**Question.** I computed the atomization energy of linear H–Si–P, a small closed-shell molecule with a silicon–phosphorus multiple bond, at many levels of theory. The table gives each error against a high coupled-cluster level in the same basis, so a positive number means overbinding.

Ansatz 0.2.0 calculations of the atomization energy of neutral singlet H–Si–P at its PBE0/def2-TZVP geometry, with the cc-pVDZ basis, frozen cores and no zero-point energy. Errors are relative to RCCSDTQ, and the valence space of the CASSCF, NEVPT2 and MRCISD rows has 10 electrons in 9 orbitals for the molecule.

```
           level  this level less the reference (RCCSDTQ, same basis) (kJ/mol)
             RHF                                                       -267.77
             UHF                                                       -252.42
            RMP2                                                          3.61
            UMP2                                                        -62.82
            CISD                                                        -90.30
           RCCSD                                                        -35.45
           UCCSD                                                        -38.68
        RCCSD(T)                                                         -3.92
        UCCSD(T)                                                         -9.75
         BCCD(T)                                                         -3.95
          RCCSDT                                                         -3.19
          UCCSDT                                                         -3.39
       RCCSDT(Q)                                                          0.51
       UCCSDT(Q)                                                          0.87
         UCCSDTQ                                                          0.02
  CASSCF valence                                                        -21.28
  NEVPT2 valence                                                         -2.19
  MRCISD valence                                                        -19.36
MRCISD+Q valence                                                         -9.67
             PBE                                                        102.83
          r2SCAN                                                         81.11
            PBE0                                                         64.27
           B3LYP                                                         72.51
         r2SCANh                                                         67.05
         wB97M-V                                                         89.02
          B2PLYP                                                         58.32
         RPA-PBE                                                         -1.71
```

I had hoped for a steady approach to zero. Instead RMP2 is nearly right, UMP2 is far off, and CISD is worse than CCSD by a wide margin. Nearly all the density functionals overbind strongly. Which levels really overbind, and why is the order so irregular?

**Answer.** An atomization energy is a difference, so its error tells you how well a level treats the molecule compared with the atoms. It doesn't tell you how well it treats either one. Let $\delta$ be the height of a level's total energy above that of some better level. The atomization energy is the energy of the atoms minus that of the molecule, so the two levels differ in binding by

$$\Delta D=\delta_{\text{atoms}}-\delta_{\text{molecule}} .$$

A level underbinds when it treats the molecule worse than the atoms, and that is the usual case. The free silicon and phosphorus atoms have unpaired electrons with parallel spins, which the Pauli principle already keeps apart. Bonding pairs these electrons, and two electrons of opposite spin in one bond need explicit correlation to avoid each other. RHF leaves this out and misses 48% of the reference atomization energy. Single and double excitations (RCCSD) reduce the error to −35 kJ/mol, and triples, the (T), bring it to −4.

RMP2 breaks this pattern. It binds $3.61+3.92=7.53$ kJ/mol more strongly than RCCSD(T), and taken alone its error looks like that of an excellent method.

The total energies of the molecule tell another story: RMP2 lies 94.5 kJ/mol above RCCSD(T) there. The relation above then gives its shortfall in the atoms as $94.5+7.5=102.0$ kJ/mol. Second-order perturbation theory thus lacks a great deal of correlation on both sides, and the two shortfalls nearly cancel. This is exact bookkeeping rather than a prediction, and it shows that the small error comes from cancellation, not from convergence.

CISD is the instructive partner. Its molecular energy agrees with that of RMP2 to within 1 kJ/mol, yet its error is −90 kJ/mol. The whole contrast sits in the atoms, where CISD lies 93 kJ/mol lower than RMP2. CISD fails here because it is good for the atoms and poor for the molecule, so nothing cancels.

About 35 kJ/mol of the CISD error is shared with RCCSD, which also lacks triples. The rest is a matter of size. CISD allows one pair of electrons to be excited at a time, whereas CCSD also contains the products in which two pairs are excited together. Such products matter more as the number of electrons grows, and the molecule has ten valence electrons against five or fewer in each atom. Compared with RCCSD, CISD loses 58 kJ/mol in the molecule but only about 4 in the atoms. MRCISD, which starts from several configurations, is also a truncated expansion, and its error of −19 kJ/mol probably has the same origin in part: the +Q correction, a rough estimate of the missing products, halves it. The valence CASSCF row lacks all the correlation that needs orbitals outside the valence space, yet its error is only −21 kJ/mol, because most of that loss is common to the molecule and the atoms. NEVPT2 adds this correlation to second order and comes to −2 kJ/mol.

UMP2 fails for a different reason, which lies in its starting point. The U levels let electrons of opposite spin occupy different orbitals. For this molecule that lowers the Hartree-Fock energy by 15 kJ/mol, but the resulting determinant is no longer a pure singlet. Its $\langle S^2\rangle$ is 0.64 instead of zero.

The second-order correlation energy shrinks by far more than was gained. It loses 69 kJ/mol between electrons of opposite spin and 13 between those of the same spin, so the binding falls by 66 kJ/mol from RMP2 to UMP2. The atoms are the same in both rows and play no part in this. The standard explanation is that the broken-symmetry determinant already keeps opposite spins apart in a crude way, and that second order can't remove the unwanted triplet character that comes with it.

Coupled cluster repairs most of the damage, though not evenly. The unrestricted result binds 3.2 kJ/mol less than the restricted one at CCSD and 5.8 less with perturbative triples, which improve the restricted result more. Only with full triples (CCSDT) does the gap close to 0.2. What remains at that level, about 3 kJ/mol of underbinding, is due to quadruple excitations. In a singly bonded hydride such as silane, RHF is normally stable near equilibrium. The R and U rows would then coincide, and this irregularity would be absent.

Now to the overbinding. Eleven rows have a positive sign, but three of them are coupled-cluster levels with quadruples that lie within 1 kJ/mol of zero. RMP2 owes its sign to cancellation. That leaves seven functionals, from B2PLYP at +58 to PBE at +103 kJ/mol.

Part of this overbinding belongs to the reference. Coupled cluster builds correlation from excitations into empty orbitals, and a small basis such as this one offers too few of them. The loss is normally larger in the molecule than in the atoms, so the reference itself binds too weakly. Most functionals take their correlation from the density and normally suffer much less, so some that overbind here might not do so against a reference in a large basis. RPA builds its correlation from empty orbitals too, so its error of −2 kJ/mol doesn't show that it would be as accurate in a large basis.

In differences between functionals the error of the common reference drops out, though each functional keeps a basis error of its own, which is normally smaller when it has no correlation built from empty orbitals. PBE0 replaces 25% of the PBE exchange by exact exchange, which lowers the binding by 38.6 kJ/mol. Exact exchange alone favours the atoms, whereas the approximate exchange of PBE also imitates some of the correlation in a bond. If the effect is proportional to the fraction and similar for r2SCAN, the 10% in r2SCANh should change the binding by

$$\tfrac{10}{25}\times(-38.6)\approx-15\ \text{kJ/mol}.$$

The computed change is −14 kJ/mol, and no constant was fitted to get the estimate. This is a single test, and the fraction of exact exchange alone doesn't put unrelated functionals in order. wB97M-V contains exact exchange and still binds more strongly than r2SCAN, which has none.

So all the functionals but RPA overbind relative to this reference, but the table can't tell you whether they overbind in nature, let alone by how much. The same caution applies to models of the gas from which phosphorus-doped silicon is grown, where energies of small Si–P species may be needed. Before trusting a small error, ask whether the method treats both the atoms and the molecule well, and whether the basis is large enough for both. The output below lists the differences used here.

Printed output of the fit:

```
levels that bind more than the reference (count): 11
levels that bind less than the reference (count): 16
share of the reference atomization energy missing in RHF (%): 47.82
UHF molecule lower than RHF molecule by (kJ/mol): 15.35
opposite-spin MP2 correlation lost from RHF to UHF determinant (kJ/mol): 68.81
same-spin MP2 correlation lost from RHF to UHF determinant (kJ/mol): 12.97
net change of binding from RMP2 to UMP2 by these parts (kJ/mol): -66.43
correlation that RMP2 lacks against RCCSD(T) in the molecule (kJ/mol): 94.45
correlation that RMP2 lacks against RCCSD(T) in the atoms (kJ/mol): 102
correlation that CISD lacks against RCCSD in the molecule (kJ/mol): 58.47
correlation that CISD lacks against RCCSD in the atoms (kJ/mol): 3.621
RMP2 molecular energy less CISD molecular energy (kJ/mol): -0.8297
RMP2 atomic energies less CISD atomic energies (kJ/mol): 93.08
gain of binding from RCCSD to RCCSD(T) (kJ/mol): 31.53
gain of binding from RCCSD(T) to RCCSDT (kJ/mol): 0.73
gain of binding from UCCSD(T) to UCCSDT (kJ/mol): 6.36
restricted less unrestricted at CCSD (kJ/mol): 3.23
restricted less unrestricted at CCSD(T) (kJ/mol): 5.83
restricted less unrestricted at CCSDT (kJ/mol): 0.2
share of the RHF error removed by CASSCF (%): 92.05
gain of binding from CASSCF to NEVPT2 (kJ/mol): 19.09
gain of binding from CASSCF to MRCISD (kJ/mol): 1.92
gain of binding from MRCISD to MRCISD+Q (kJ/mol): 9.69
change of binding from PBE to PBE0 (kJ/mol): -38.56
change of binding from r2SCAN to r2SCANh (kJ/mol): -14.06
r2SCANh change estimated as 10/25 of the PBE to PBE0 change (kJ/mol): -15.42
```
